The Dirac Hamiltonian at the K point of a honeycomb layer, by the method of invariants

1. Premises

Carriers in a graphene channel occupy states close to the corners of the Brillouin zone, where two bands touch. The method of invariants, developed by Luttinger and by Bir and Pikus, gives the form of the 2×2 Hamiltonian of these states from symmetry alone. It lists the terms that may appear and shows which numbers are independent. The values of those numbers must come from a model or an experiment. Four premises are used.

P1. The layer is a flat honeycomb lattice of identical atoms (point group D6h) without magnetic order, so time reversal T is a symmetry.
P2. The states of interest are built from one real p_z orbital φ per atom. At a zone corner they form a pair far in energy from all other bands. The other bands can then be folded into a 2×2 matrix H by a unitary transformation that respects the symmetry, and H is a power series in the wave vector k and in the applied fields.
P3. The fields are weak and vary slowly on the scale of the lattice constant, so the two valleys do not mix.
P4. The description is a one-electron one. Interactions only change the coefficients.

2. Geometry and basis

The origin is a hexagon centre, z is the layer normal, x runs along a zigzag direction and y along a bond. The bond length is d and the lattice constant is a = √3 d. The three bonds from an A atom to its B neighbours are

δ1 = d(0, 1), δ2 = d(−√3/2, −1/2), δ3 = d(√3/2, −1/2).

On the central hexagon the A atoms sit at δ1, δ2, δ3 and the B atoms at −δ1, −δ2, −δ3. The two inequivalent corners are τK with K = (4π/3a, 0) and valley index τ = ±1. The vector k is measured from τK. With ω = exp(2πi/3), the phases exp(iK·δj) are 1, ω⁻¹ and ω.

The basis is the pair of Bloch sums

ψA = Σ exp(iτK·R) φ(r − R) over A sites, ψB = the same sum over B sites.

The Pauli matrices σx, σy, σz act on (ψA, ψB). The Pauli matrices sx, sy, sz act on spin, which is added in section 6. Every Hermitian 2×2 matrix can be written

H = [[h0 + hz, h], [h*, h0 − hz]] = h0 + hz σz + (Re h) σx − (Im h) σy,   (1)

with h0 and hz real. The task is to find the functions h0, hz and h.

3. Symmetry operations and the invariance condition

The operations that return K to itself up to a reciprocal lattice vector form the group D3h. It is generated by the counter-clockwise rotation C3 by 120° about z, the mirror M (y → −y) and the mirror σh (z → −z). Each operation g acts on the basis through a matrix D, g ψn = Σm ψm Dmn.

C3 carries δ1 → δ2 → δ3. For τ = +1, after the rotation the orbital at δ2 has the coefficient 1 that belonged to δ1, where it had ω⁻¹ before, so ψA is multiplied by ω. The factor is common to all A sites, because the rotated K differs from K by a reciprocal lattice vector G and exp(iG·R) is constant on one sublattice. The coefficients at −δj are the complex conjugates, so ψB is multiplied by ω⁻¹. Hence D(C3) = diag(ω^τ, ω^−τ).

M exchanges A and B sites of equal x. It leaves K·R and p_z unchanged, so D(M) = σx. Under σh the orbital changes sign, so D(σh) = −1.

The traces are 2, −1, 0 and −2 for the identity, C3, M and σh, which identifies the irreducible representation E″. At k = 0 the matrix H must commute with D(C3), which removes h, and with σx, which removes hz. The pair is degenerate, and its energy is taken as zero.

Let F stand for k and all applied fields. The operation g turns exp(ik·r)ψn into exp(i gk·r) Σm ψm Dmn and turns the fields into gF. Matrix elements do not change when states and fields are transformed together, so H(F) = D† H(gF) D, or

H(gF) = D(g) H(F) D(g)†.   (2)

Two more operations connect the valleys. Time reversal is complex conjugation for spinless states. It sends ψA and ψB of valley τ into those of valley −τ, so H₋τ(TF) = Hτ(F)*. The rotation C2 by 180° about z sends R → −R, which exchanges both valleys and sublattices, so H₋τ(C2 F) = σx Hτ(F) σx. The product Θ = C2·T stays in one valley:

Hτ(ΘF) = σx Hτ(F)* σx.   (3)

Inserting (1) into (2) and (3) gives four rules, the first three written for τ = +1.

R1 (C3): h0 and hz are invariant, and h(C3 F) = ω·ω h(F) = ω⁻¹ h(F).
R2 (M): h0 is even, hz is odd, and h(MF) = h(F)*.
R3 (Θ): h0 and h are even, and hz is odd.
R4 (T): h₋(TF) = h₊(F)*, and h0 and hz of the valley τ = −1 at TF equal those of τ = +1 at F.

Because D(σh) is a multiple of the unit matrix, only combinations of fields even under σh can enter. In group language, E″ × E″ = A1′ + A2′ + E′, spanned by the unit matrix, σz and the pair (σx, σy).

The fields are best handled in complex combinations, k± = kx ± i ky, ε0 = εxx + εyy and ε± = εxx − εyy ± 2i εxy, where εij is the symmetric strain tensor (εxy is half the engineering shear). C3 multiplies k± by ω^±1. Since εij transforms like ki kj, ε± transforms like k±² and ε0 like k². Both C2 and T reverse k, so Θ leaves it alone.

field | C3 factor | M | Θ | T
k− | ω⁻¹ | → k+ | even | odd
ε0 | 1 | even | even | even
ε+ | ω² = ω⁻¹ | → ε− | even | even
sz | 1 | odd | odd | odd
Δ (A−B potential difference) | 1 | odd | odd | even

4. Terms in k

A monomial k+^m k−^n acquires ω^(m−n) under C3. By R1, h accepts it if m − n = −1 modulo 3, and h0 or hz if m − n = 0 modulo 3.

First order. Only k− qualifies, so h = C k−. Rule R2 demands C k+ = (C k−)* = C* k+, so C is real. Call it ħv. Rule R4 gives h₋(k) = h₊(−k)* = −ħv k+. Both valleys are covered by h = ħv(τkx − i ky), and (1) yields

H1 = ħv(τ kx σx + ky σy).   (4)

Second order. For h only k+² qualifies, with a real coefficient w by R2, and R4 turns it into w k−² in the other valley. For h0 only k+k− = k² qualifies, with a coefficient α. It cannot enter hz because it is even under M. There are thus two invariants:

H2 = α k² + w[(kx² − ky²)σx − 2τ kx ky σy].   (5)

The σz term. The group D3h alone does not exclude hz at all orders: Im k+³ = k³ sin 3θ, with θ the polar angle of k, is invariant under C3 and odd under M. Rule R3 excludes it, since hz(k) = −hz(k) forces hz = 0 for every k. At third order the surviving terms are k²(τkx − i ky) in h and τ k³ cos 3θ in h0.

The eigenvalues of (1) are h0 ± √(hz² + |h|²). For τ = +1, h = ħvk exp(−iθ) + wk² exp(2iθ), and for τ = −1 the relative sign of the two terms is reversed. Therefore

E± = αk² ± √[(ħvk)² + 2τ ħv w k³ cos 3θ + w²k⁴] ≈ αk² ± (ħvk + τ w k² cos 3θ).   (6)

The cone is isotropic at first order. The w term, called trigonal warping, deforms the constant-energy circles towards triangles that point in opposite directions in the two valleys. The α term keeps them circular but makes electrons and holes inequivalent.

5. Terms in strain

Strain changes the lattice period, so the expansion is made in coordinates attached to the deformed lattice, and k is measured from the corner of the deformed zone. The table shows that ε0 may enter h0 and ε+ may enter h, with real coefficients g1 and g2. Rule R4 gives g2 ε− in the other valley, as strain is even under T. Nothing enters hz, because uniform strain is even under Θ. Thus

Hε = g1 ε0 + g2[(εxx − εyy)σx − 2τ εxy σy].   (7)

The second term can be absorbed into (4). Define the vector

Q = (g2/ħv)(εxx − εyy, −2εxy).   (8)

Then ħv[τ(kx + τQx) − i(ky + τQy)] = ħv(τkx − i ky) + g2(εxx − εyy + 2iτ εxy), which is the sum of the off-diagonal elements of (4) and (7). Hence

H1 + Hε = g1 ε0 + ħv[τ(kx + τQx)σx + (ky + τQy)σy].   (9)

An electron of charge −e in a vector potential A has k → k + eA/ħ. Strain therefore acts as a scalar potential g1 ε0 and a vector potential A = τħQ/e of opposite sign in the two valleys, as time reversal requires. Uniform strain moves the Dirac point to k = −τQ and opens no gap. The statement holds beyond first order: with hz = 0 by R3, a band touching needs Re h = 0 and Im h = 0, two equations for two unknowns. Their Jacobian τ-independent in magnitude, (ħv)², is not zero at the Dirac point, so a small change of h only displaces the solution.

The form (8) is tied to x along zigzag. Since Qx − iQy is proportional to ε+, a uniaxial strain at angle χ to the zigzag axis, for which ε+ ∝ exp(2iχ), gives a vector Q ∝ g2(cos 2χ, −sin 2χ).

In the laboratory frame the zone corner itself moves by −τ∇(K·u), where u is the displacement field. This shift is a gradient. It has no curl and produces no field.

For slowly varying strain k becomes −i∇. With π = k + τQ, the commutator is [πx, πy] = −iτb, where b = ∂xQy − ∂yQx, and the pseudomagnetic field is

Bs = τ(ħ/e) b.   (10)

For h = ħv(τπx − iπy) one finds [h, h†] = 2iτ(ħv)²[πx, πy] = 2(ħv)² b in both valleys. For uniform b > 0, h equals ħv√(2b) times a harmonic-oscillator lowering operator. The matrix H² is diagonal with entries hh† and h†h, so E = ±ħv√(2nb) with n = 0, 1, 2, … The n = 0 state obeys hψB = 0 and ψA = 0. It lies on sublattice B in both valleys, whereas a real magnetic field puts it on opposite sublattices. The magnetic length is l = 1/√b.

6. Mass terms

A gap at the Dirac point within one valley needs a term that anticommutes with σx and σy, which in the 2×2 space means hz ≠ 0. By R1 to R3 its source must be invariant under C3, odd under M and odd under Θ.

Sublattice asymmetry. A potential +Δ on A and −Δ on B changes sign when A and B are exchanged, as M and C2 do, and is even under T. It gives Δσz, the same in both valleys by R4. This is the case of hexagonal boron nitride, or of graphene on a substrate that distinguishes A from B. The coefficients v, w and g2 stay real, because the product MΘ does not exchange the sublattices and survives.

Spin–orbit coupling. The basis is now (ψA, ψB) times spin, the matrices D factorise, and the spin operators can be treated as an axial vector field. The mirror σh keeps sz and reverses sx and sy, so only sz may appear. It is invariant under C3, odd under M because it is an axial component lying in the mirror plane, and odd under Θ because C2 keeps it and T reverses it. It cannot enter h0 at k = 0 but fits hz = λ sz. Rule R4 reverses sz in passing to the other valley, which gives λ τ sz σz, the term of Kane and Mele (2005). With both terms,

Hm = (Δ + λ τ sz)σz, E± = ±√[(ħvk)² + (Δ + λ τ sz)²].   (11)

The gap is 2|Δ + λτsz|. Expanding the root for small k gives the band-edge mass m* = |Δ + λτsz|/v².

Three further cases follow from the same rules. A spinless field odd under T with the symmetry of sz, such as a perpendicular magnetic field, allows τσz, the mass of Haldane's model (1988). The curl b of a non-uniform strain is invariant under C3, odd under M, and odd under Θ because C2 reverses a gradient and T does not. It is even under T, so it allows b σz, a local sublattice asymmetry. A gate field or substrate that breaks σh admits s− = sx − i sy in h. M sends s− to −s+, so R2 makes its coefficient imaginary, h = iλR s−, and R4 gives the Rashba term λR(τσx sy − σy sx), which contains no σz.

The complete result to second order in k and first order in uniform fields, with σh intact, is

H = ħv[τ(kx + τQx)σx + (ky + τQy)σy] + αk² + w[(kx² − ky²)σx − 2τ kx ky σy] + g1 ε0 + (Δ + λτsz)σz.   (12)

7. Coefficients from a tight-binding model

A hopping model supplies sizes and confirms the form. With nearest-neighbour hopping −t, h = −t f and f = Σj exp[i(τK + k)·δj]. Expanding in k requires two sums with the phases ωj = exp(iτK·δj), for which Σ ωj = 0:

Σ ωj (k·δj) = (3d/2)(ky + iτ kx), Σ ωj (k·δj)² = −(3d²/4)(τkx + i ky)².

The first-order term is −t·i·(3d/2)(ky + iτkx) = (3td/2)(τkx − i ky). The second-order term is −t(−1/2) times the second sum. At third order, (k·δj)³ equals (3/4)k²d²(k·δj) plus a part common to all three bonds, which drops out, so the cubic term is −(kd)²/8 times the linear one. Comparison with (4) and (5) gives

ħv = 3td/2, w = −3td²/8 = −ħv d/4.   (13)

A second-neighbour hopping −t′ adds h0 = −t′(|f|² − 3), because |f|² contains three on-site terms and the six second-neighbour phases. With |f|² ≈ (3dk/2)² and the constant dropped, α = −9t′d²/4 and |α/w| = 6|t′|/t.

For strain, let tj = t(1 − β ηj), with ηj the relative elongation of bond j and β = −d ln t/d ln d. If both sublattices follow the strain, ηj = nj·ε·nj with nj = δj/d. Direct evaluation for the three bonds gives nj·ε·nj = ε0/2 − nj·(εxy, (εxx − εyy)/2). The B sublattice may also shift against A by a vector ξ, which adds nj·ξ/d. Symmetry allows only ξ = (1 − κ)d(εxy, (εxx − εyy)/2) with one number κ, so the shift scales the anisotropic part of ηj by κ. Clamped sublattices have κ = 1. Bonds without angular stiffness would relax to equal lengths, κ = 0. In the deformed coordinates the phases ωj are unchanged, and the second sum with ki kj replaced by εij gives h = tβ Σ ωj ηj = −(3/4)κβt(εxx − εyy + 2iτ εxy), so

g2 = −(3/4)κβt, Q = −(κβ/2d)(εxx − εyy, −2εxy).   (14)

8. Range of validity

(a) Wave vector. By (6) and (13) the warping changes the energy by the fraction kd/4, the α term by 6|t′|/t times that, and the cubic term by (kd)²/8. The linear cone needs kd/4 ≪ 1.
(b) Strain amplitude. Terms of order εk are omitted from (12). The rules allow ε0 k− and ε− k+ in h, which make the velocity strain dependent and anisotropic, and τ Re(ε+k+) in h0, which tilts the cone. Their relative size is of order βε, and terms in ε² change Q by a similar fraction. A gap from uniform strain needs the two Dirac points to merge, in the hopping model one tj larger than the sum of the other two, far outside the linear range.
(c) Smoothness. Edges, vacancies or a √3×√3 superstructure couple the valleys and allow further mass terms outside the 2×2 space. For a strain fixed in the laboratory frame, a local lattice rotation by an angle ϑ sends χ to χ − ϑ. This turns Q by +2ϑ when read along the lattice axes and by 2ϑ + ϑ = 3ϑ in the laboratory axes, so 3|ϑ| ≪ 1 is needed if fixed axes are used in (8).
(d) Flatness. A height profile z(x, y) adds (∂i z)(∂j z)/2 to εij, and curvature mixes p_z with the in-plane orbitals.
(e) Screening and interactions. The term g1 ε0 moves charge and is screened by carriers and gates. Q drives opposite currents in the two valleys and is not screened in this way. The velocity depends on carrier density and dielectric environment and is a parameter of the stack.

9. Numerical illustration: a strained graphene channel

Energies are in eV, with 1 eV = 1.602×10⁻¹⁹ J. All inputs in this list are typical or assumed values: d = 0.142 nm, t = 3.0 eV, |t′| = 0.3 eV, β = 3.0, κ = 2/3, |g1| = 3 eV (unscreened), Poisson ratio ν = 0.16, λ = 12 µeV, and Δ = 15 meV for a layer aligned to boron nitride. The results are those of the model.

Coefficients. a = 0.246 nm, |K| = 1.70×10¹⁰ m⁻¹, ħv = 0.639 eV·nm = 1.02×10⁻²⁸ J·m, v = 9.7×10⁵ m/s, w = −0.0227 eV·nm², |α| = 0.0136 eV·nm², |α/w| = 0.6, g2 = −4.5 eV. The values of t, β and κ were chosen so that v lies near the typical 10⁶ m/s and |g2| in the typical range of about 3 to 5 eV. Clamped sublattices would give 6.75 eV. The warping fraction reaches 5 % at k = 0.2/d = 1.4×10⁹ m⁻¹, where ħvk = 0.9 eV, the α term is 3 % and the cubic term 0.5 %.

Operating point. Four spin and valley species fill circles of area πkF² with one state per (2π)² and unit area, so n = kF²/π. For n = 1×10¹⁶ m⁻², kF = 1.77×10⁸ m⁻¹. Uniaxial stress along zigzag with εxx = 0.01 gives εyy = −νεxx = −0.0016, εxx − εyy = 0.0116 and ε0 = 0.0084.

term | size
ħv kF | 113 meV
|g2|(εxx − εyy) | 52 meV
|g1| ε0 | 25 meV
omitted εk terms, order β εxx ħv kF | 3.4 meV
|w| kF² | 0.71 meV
|α| kF² | 0.43 meV
gap 2λ | 24 µeV
gap 2Δ | 30 meV

Warping is 0.63 % of the Fermi energy, and the α term is comparable with it. At this strain the omitted εk terms exceed both, so keeping (5) while dropping them is not consistent. With Δ present, m* = Δ/v² = 0.0028 electron masses.

Shift of the Dirac point. By (14) it moves to −τQ = τ(8.17×10⁷ m⁻¹, 0), away from the zone centre, a distance of 0.46 kF. The hopping model can be solved without expansion. The inputs give t1 = 0.999 t and t2 = t3 = 0.9816 t, and on the line ky = 0 the condition h = 0 reads t1 + 2t2 cos(2π/3 + kx a/2) = 0, with root kx = 8.35×10⁷ m⁻¹. The linear formula is exceeded by 2.2 %, so about 8×10⁷ m⁻¹ is what the approximation supports. The corner itself moves inward by εxx|K| = 1.7×10⁸ m⁻¹ in the laboratory frame, which is larger but curl-free.

Pseudomagnetic field. In-plane bending, ux = c xy and uy = −c(x² + νy²)/2, gives εxx = cy, εyy = −νcy and εxy = 0, with local rotation −cx. Let εxx rise from 0 to 0.01 across a width of 100 nm, so c = 1×10⁵ m⁻¹. Then Qx = (g2/ħv)(1 + ν)cy, b = −∂yQx > 0, and (10) gives Bs = 0.54 τ T with l = 35 nm. The first level would lie at √2 ħv/l = 26 meV, about equal to kBT = 26 meV at 300 K. At the chosen density the cyclotron radius kF l² = 0.22 µm exceeds the width, so carriers of the two valleys are deflected in opposite senses but do not close their orbits.

Two companions of this field must be kept in view. The gradient of the scalar term is an electric field |g1|(1 − ν)c/e = 2.5×10⁵ V/m before screening, against v|Bs| = 5.2×10⁵ V/m, a ratio of 0.48. It acts alike on both valleys. The mass term b σz has, on a dimensional estimate, the size |g2| d (1 + ν)c = 0.07 meV, negligible beside the Fermi energy but larger than λ. The model's field of about 0.5 T for a strain gradient of 1 % per 100 nm is proportional to κβ and is as uncertain as that product.